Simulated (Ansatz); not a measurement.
Method: DFT PBE, scalar-relativistic, plane waves, PAW (Ansatz). All cells share a 420 eV cutoff and Γ-centred k meshes spaced at most about 0.3 Å⁻¹ (about 0.25 or finer for metals, 2π included). No spin polarisation in the final relaxations.

These are static total energies at zero pressure.

Compare these two cells of Al₄Ni, each relaxed at this level.

A.

```yaml
crystal:
  lattice:
    - [2.82027, 0.00000, 0.00000]
    - [-1.41014, 2.44243, 0.00000]
    - [0.00000, 0.00000, 21.73797]
  atoms:
    - { symbol: Al, position: [0.33333, 0.66667, 0.67182] }
    - { symbol: Al, position: [0.33333, 0.66667, 0.89012] }
    - { symbol: Al, position: [0.33333, 0.66667, 0.10988] }
    - { symbol: Al, position: [0.33333, 0.66667, 0.32818] }
    - { symbol: Al, position: [0.33333, 0.66667, 0.50000] }
    - { symbol: Al, position: [0.66667, 0.33333, 0.77983] }
    - { symbol: Al, position: [0.66667, 0.33333, 0.00000] }
    - { symbol: Al, position: [0.66667, 0.33333, 0.22017] }
    - { symbol: Ni, position: [0.66667, 0.33333, 0.41329] }
    - { symbol: Ni, position: [0.66667, 0.33333, 0.58671] }
```

B.

```yaml
crystal:
  lattice:
    - [-3.91162, 3.91162, 1.30198]
    - [3.91162, -3.91162, 1.30198]
    - [3.91162, 3.91162, -1.30198]
  atoms:
    - { symbol: Al, position: [0.00000, 0.72673, 0.72673] }
    - { symbol: Al, position: [0.00000, 0.27327, 0.27327] }
    - { symbol: Al, position: [0.27327, 0.00000, 0.27327] }
    - { symbol: Al, position: [0.72673, 0.00000, 0.72673] }
    - { symbol: Ni, position: [0.50000, 0.50000, 0.00000] }
```

Task: Which is lower in energy, and by how much?

Result: B is lower, by 43 meV/atom. A has Al and Ni ordered on hcp sites, space group P-6m2 (No. 187), 15.0 Å³/atom and no gap on its mesh; B has space group I4/mmm (No. 139), 15.9 Å³/atom and no gap. Counting all near atoms (those within 1.25 times the shortest distance at each site; a plus sign parts nearer from farther groups; a slash parts the counts of unlike sites), A has Al 12/3+9/6+6, Ni 6+6 and B has Al 10, Ni 10. The lower one is the more open, so pressure narrows the difference. In A, around Al on a site of symmetry 3m lie 3 Ni at 2.46 Å and 9 Al at 2.82–2.86 Å; Al on a second site of symmetry 3m has 12 Al at 2.82–2.90 Å; around Ni lie 6 Al at 2.46–2.49 Å and 6 Ni at 2.82 Å; 3 more sites not described. In B, Al is surrounded by 2 Ni at 2.50 Å, 2 Al at 2.60 Å, 4 Al at 2.83 Å and 2 Al at 3.02 Å; around Ni lie 8 Al at 2.50 Å and 2 Ni at 2.60 Å. Both come from invented guesses.

Trial moments died out on the coarse mesh in P-6m2 and I4/mmm; another magnetic start might hold. Cells relaxed within their symmetry can be saddle points.

The preference for B probably comes from how nickel is distributed through the aluminium. Ni-Al contacts are strongly favourable because Ni d states hybridise with Al sp states, and B gives each Ni 8 Al neighbours against 6 in A. The contacts in B are no shorter than those in A, so their number matters more than their individual length. A gathers its nickel into close-packed sheets, where the in-plane Ni-Ni distance of 2.82 Å is well beyond that in elemental nickel and bonding is weak, and leaves some Al with only Al around it. In B every Al touches two Ni, and the remaining Ni-Ni contacts, at 2.60 Å, form chains with a spacing much nearer the metallic one. This suggests that chemical order outweighs the denser packing of A.

The ordering says nothing about whether Al₄Ni would form at all: the established aluminium-rich compound is Al₃Ni, and decomposition into that phase and fcc aluminium is the test B would still have to pass.
